Why does the energy of cubic ZrPbO3 climb ever more steeply as the cell is stretched, while the stiffness behind that climb keeps falling? The table answers for one ideal perovskite cell in semiempirical PM6, scaled uniformly. The volume V is per atom, and the energy E is per atom and counted from the minimum of the fitted curve. With five atoms in a cube of edge a, V = a³/5, Zr–O = a/2 and Pb–O = a/√2, so within each step down the table Zr–O and Pb–O lengthen by the same fraction.

MOPAC 23.2.5 with the semiempirical PM6 method, for cubic ZrPbO3 (Pm-3m) in a 2×2×2 supercell of 40 atoms at the Γ point, without spin polarisation or spin-orbit coupling. The cell is scaled uniformly with the fractional atomic positions fixed, and energies are counted from the minimum of the fitted curve.

```
volume (Å³/atom)  energy (meV/atom)
           14.02               0.96
           14.32               1.64
           14.61              11.44
           14.91              29.76
           15.21              56.00
           15.51              89.37
           15.81             128.37
```

Rows 14.02 and 14.32: the bottom of the well

The first two rows lie on opposite sides of the minimum. The fit places it at V0 = 14.15 Å³/atom, where Zr–O is 2.068 Å. Row 14.02 is compressed by 0.9 % of V0 and row 14.32 is stretched by 1.2 %. Near a minimum the energy goes as the square of the displacement, so the nearer row is the lower one.

A simple picture of such a well is the Born model, taken here with the formal ions Pb2+, Zr4+ and O2−, which is an assumption about this state. The lattice of charges attracts itself with an energy that varies as 1/a, and the closed shells repel on overlap with a much steeper law. Per formula unit, with k = e²/(4πε0), M the Madelung constant, C the strength and n the exponent of the repulsion:

E(a) = −Mk/a + C/aⁿ

At the equilibrium edge a0 the two forces cancel, and this removes C:

C = Mk a0ⁿ⁻¹/n

d²E/da² at a0 = [(n + 1) − 2] Mk/a0³

The bulk modulus B = V d²E/dV² and its pressure slope B′ = dB/dP then follow from the cell volume a³:

B0 = (n − 1) Mk/(9a0⁴)

B′ = (n + 7)/3

The bracket holds the physics of this model. The repulsion contributes the positive curvature n + 1 and the attraction takes away 2, so the stiffness comes from the short-range term although the binding comes from the long-range one. On stretching, the curvature of the repulsion decays as a to the power −(n + 2) and that of the attraction only as a⁻³, so the net stiffness falls. By the same argument it rises on compression, and at equal charges and exponent a perovskite with a larger cell is softer as 1/a0⁴; that is theory, which this single compound does not test.

An Ewald sum gives M = 49.51, and fitting a0, n and the energy zero to all seven rows gives n ≈ 7.1. This corresponds to B0 = 264 GPa and B′ = 4.7. The modulus fixes only the product of squared charge and n − 1, so smaller real charges would need a steeper repulsion to give the same modulus. That would raise B′ still further above the slope that the rows near the minimum show, so n is a fitted constant and no measure of the ions. Uniform scaling also moves Zr–O and Pb–O together, so the curve gives their combined stiffness only.

Rows 14.61 to 15.21: elastic strain, with softening

Row 14.91 is the starting cell of the calculation, and it is not at rest in PM6. It lies 5.4 % above V0 in volume, and the slope between its neighbours corresponds to a pressure of −12.0 GPa, which is tension. Its 29.76 meV/atom are the work of pulling the lattice open that far. The curve is smooth and convex through this stretch, as ordinary strain energy is.

That energy can be estimated by hand. With x = (V − V0)/V0, the definitions of B and B′ give d³E/dV³ = −(1 + B′)B0/V0² at the minimum, and the Taylor series reads:

E ≈ ½ B0 V0 x² [1 − (1 + B′) x/3]

A third-order Birch-Murnaghan fit to all rows supplies B0 and B′, and the unrounded volume of the run is used, with 1 eV/Å³ ≈ 160 GPa:

x = (14.912 − 14.151)/14.151 = 0.0538

B0 = 255/160 = 1.594 eV/Å³

½ × 1.594 × 14.151 × 0.0538² = 0.0326 eV = 32.6 meV

1 − (1 + 3.97) × 0.0538/3 = 0.911

E ≈ 32.6 × 0.911 = 29.7 meV/atom

The table has 29.76 meV/atom. The row was part of the fit that gave the constants, so the agreement is not a prediction. It is also partly luck, since the full fit itself misses this row by 0.15 meV. Two terms of the series suffice here to within a few tenths of a meV. The useful content is the split: the parabola gives the size, and softening removes about 9 % of it. The saving grows with every further row, and at 15.81 the parabola would demand 154 meV/atom against the calculated 128.

The softening can be read from the table with no model. The second difference, E of the next row plus E of the previous row minus twice E of the row itself, is proportional to the curvature. It falls at every step, from 9.12 meV at row 14.32 to 5.63 meV at row 15.51. Converted to a local modulus, that is a drop from 235 to 157 GPa. The energy therefore climbs faster from row to row because the tension accumulates, while each added step of tension is smaller than the one before.

Part of this softening is mere geometry. A spring that is perfectly harmonic in bond length already has B′ = 1, because equal steps in volume are ever smaller steps in length. The second difference of the table falls faster than that of the fitted spring at every step, so the contacts themselves weaken with distance, as the two-term picture requires. Over all rows the Born model also fits better, with 0.17 against 0.48 meV rms for the same number of parameters. That lead rests on the outer rows, however. In each of the first two steps the table loses 0.60 meV of second difference, which is nearer to the spring than to the Born model.

The rate of weakening is where the Born model first fails. Between rows 14.32 and 14.91 the local slope −d ln B/d ln V is 2.3 and then 2.6, above the spring and well below the Born value of 4.7. Close to its minimum the PM6 lattice therefore loses stiffness more slowly than fixed charges and a power law allow. No other exponent would repair this, since (n + 7)/3 stays above 8/3, or about 2.7, for every n above 1. PM6 is not built that way, since it has self-consistent charges, Zr–O orbital mixing in a minimal basis and parametrised core repulsions; which of these flattens the slope has not been tested.

Rows 15.51 and 15.81: the irregular end

In all three fitted forms the loss of curvature slows down with expansion, because their curvature is built from inverse powers of V, which flatten out as V grows. The Born fit loses 1.10 meV of second difference in the first step and 0.76 meV in the last. The table does the reverse, with 0.60 meV in each of the first two steps and 1.50 meV in the last. This is a difference of shape, present for the whole family of curves tried.

The effect is small in energy and clear against the digits. Rounding can move these third differences by 0.04 meV at most. As a sensitivity test, the Birch-Murnaghan form was fitted to the first five rows alone, which it follows to within rounding, though with four parameters for five points. The omitted row 15.51 then lies 0.25 meV below the curve and row 15.81 lies 1.75 meV below, which is 1.4 % of that row's energy.

The cause is a guess, and two candidates remain untested. One is numerical: the periodic cell is a Γ-point supercell only about 8.4 Å wide at row 14.91, and the handling of distant pairs or the sampling at Γ alone may leave an error of about a meV per atom that changes as the cell grows. The other is electronic: the charge distribution of the imposed spin-paired state may change as Zr–O lengthens towards 2.146 Å. A structural transition is not in play, since every atom is held on its cubic site and the curvature stays positive. The lattice is already under 19 GPa of tension at row 15.51, far outside the small strains that B0 describes.

What the irregular end does to the modulus

The reported B0 = 255.2 GPa and B′ = 3.96 are a compromise between a gently softening start and a quickly softening end. To bend enough at large volume the fit raises B′, and it then needs a higher curvature at the minimum than the neighbouring rows show. At row 14.32 its second difference is 9.47 meV where the table has 9.12. The fitted slope near 4 is thus an average over the window and not the local slope close to the minimum.

The refits measure how loose the constants are. The first five rows give 242 GPa with B′ = 2.3, whereas dropping the only compressed row gives 271 GPa with B′ near 5. The two constants rise and fall together, and with one point below the minimum the compressed side is barely held. For small strains about V0 the lower figure follows the calculated points better.

The position of the minimum is far firmer, staying between 14.145 and 14.175 Å³/atom over all the refits. The contraction of about 5 % in volume from the starting cell, or 1.7 % in edge, is therefore a stable result of this setup. All fits, residuals and differences are listed in the printed output below.

The modulus and the equilibrium volume belong to a constrained crystal. Cubic lead zirconate is the high-temperature form, and the known ground state has displaced Pb ions and tilted octahedra, which single points on the ideal cell freeze out. Relaxing such coordinates can lower the energy of a row but not raise it, and the gain may change with volume, so the relaxed phase may have another equilibrium volume and another modulus. The lattice is also static and spin-orbit coupling on Pb is left out.

PM6 was fitted mainly to heats of formation and molecular properties, not to elastic constants, so its modulus needs an outside check, and this run contains none. For the energy of a small change in volume of the real oxide under uniform pressure, the form E ≈ ½B0V0x² with its softening correction carries over. The constants to put into it should come from a better level of theory or from measurement.

The analysis program printed:

```
Madelung constant per formula unit, in e^2/a: 49.51; point-charge energy at a0: -172 eV
Born: V0 14.158 A^3/atom, n 7.09, B0 264.0 GPa, B' 4.70, rms 0.167 meV
Born: B0 per unit of (n-1): 43.3 GPa
Spring in a: V0 14.114, B0 219.6 GPa, B' 1, rms 0.476 meV
Birch-Murnaghan (BM): V0 14.151, B0 255.4 GPa, B' 3.97, rms 0.126 meV
BM minimum: a 4.136, Zr-O 2.068, Pb-O 2.925 A; V0 vs given cell -5.1 %, a -1.7 %
Rounding: energy 0.005 meV, 2nd difference 0.02, 3rd difference 0.04; printed volume up to 0.65 meV
V | Zr-O A | Pb-O A | dV % | E meV | parabola in V | table-model meV: Born, spring, BM
14.02 | 2.062 | 2.915 | -0.9 | 0.96 | 1.01 | -0.17, +0.43, -0.06
14.32 | 2.076 | 2.936 | +1.2 | 1.64 | 1.53 | +0.27, -0.38, +0.14
14.61 | 2.090 | 2.956 | +3.3 | 11.44 | 12.07 | +0.11, -0.48, +0.00
14.91 | 2.104 | 2.976 | +5.4 | 29.76 | 32.63 | -0.17, -0.11, -0.15
15.21 | 2.118 | 2.996 | +7.5 | 56.00 | 63.20 | -0.19, +0.44, -0.06
15.51 | 2.132 | 3.015 | +9.6 | 89.37 | 103.80 | +0.12, +0.69, +0.23
15.81 | 2.146 | 3.035 | +11.7 | 128.37 | 154.41 | +0.03, -0.59, -0.10
Worst row Born: 14.32, +0.27 meV
Worst row spring: 15.51, +0.69 meV
Worst row BM: 15.51, +0.23 meV
V | pressure GPa | local B GPa | 2nd difference meV: table, Born, spring, BM
14.32 | -2.8 | 235 | 9.12, 9.73, 8.40, 9.47
14.61 | -7.6 | 224 | 8.52, 8.63, 8.06, 8.53
14.91 | -12.0 | 213 | 7.92, 7.66, 7.74, 7.68
15.21 | -16.0 | 195 | 7.13, 6.80, 7.43, 6.93
15.51 | -19.4 | 157 | 5.63, 6.04, 7.15, 6.24
3rd differences meV, table: -0.60 -0.60 -0.79 -1.50
3rd differences meV, Born: -1.10 -0.97 -0.86 -0.76
3rd differences meV, spring: -0.34 -0.32 -0.30 -0.28
3rd differences meV, BM: -0.94 -0.84 -0.76 -0.68
Local B' = -dlnB/dlnV between neighbours: +2.30 +2.61 +4.31 +11.16
Local B falls 33 % from 14.32 to 15.51; Zr-O grows 2.7 %
BM refits on part of the window (sensitivity test); table-model meV on omitted rows
14.02-15.51: V0 14.146, B0 244.9 GPa, B' 2.75, rms 0.023; 15.81: -1.12
14.02-15.21: V0 14.145, B0 241.9 GPa, B' 2.29, rms 0.002; 15.51: -0.25, 15.81: -1.75
14.32-15.81: V0 14.175, B0 270.6 GPa, B' 4.95, rms 0.088; 14.02: -1.06
Cubic in V through first five rows, table-model meV: +0.00 -0.00 +0.00 -0.00 +0.00 -0.19 -1.47
```
